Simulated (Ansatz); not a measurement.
The vertical ionisation energy down a group: O to Se

One atom is swapped for its congeners: GaH2(OH); GaH2(SH); GaH2(SeH). All are singlets with charge 0.

Shapes, held fixed at every level: PBE0-D4/def2-TZVP. Programs: Ansatz 0.2.0. Values in eV.

```csv
level,GaH2(OH),GaH2(SH),GaH2(SeH)
PBE-D4/def2-TZVPP,10.67,10.03,9.59
r2SCAN-D4/def2-TZVPP,10.81,10.06,9.61
PBE0-D4/def2-TZVPP,10.98,10.04,9.57
wB97M-V/def2-TZVPP,11.22,10.07,9.53
wB97X-V/def2-TZVPP,11.28,10.07,9.58
B2PLYP/def2-TZVPP,11.65,10.02,9.56
```

At B2PLYP/def2-TZVPP the vertical ionisation energy falls at every step, from 11.65 to 9.56 eV. Every level shows the same order. Relativity is left out for Ga, Se unless named. Correlated rows may include outer-core shells of Ga, Se, which these sets cover unevenly. The lone pairs of the heavier congeners lie higher, so an electron comes off more easily. Spin-orbit coupling, which grows down the group, is left out.

The fall in ionisation energy is uneven: at every level the step from oxygen to sulfur is larger than the one from sulfur to selenium. This fits removal of an electron with mainly chalcogen p lone-pair character. The oxygen 2p shell has no inner p shell beneath it and is unusually compact and tightly bound, whereas sulfur 3p is more diffuse. Between sulfur and selenium the change is smaller because the filled 3d shell screens the selenium nucleus incompletely, which holds the 4p electrons more tightly than simple shell growth would suggest.

The size of the first step is much less certain than its direction. The hydroxide value runs from 10.67 to 11.65 eV across the methods, while the sulfur and selenium values barely move, probably because the functionals differ in how far they let a compact oxygen hole spread into the Ga–H bonds. The ordering and the modest sulfur-to-selenium drop are therefore well supported, but a precise oxygen-to-sulfur gap is not. The adiabatic order remains open, since the cations may relax by different amounts.
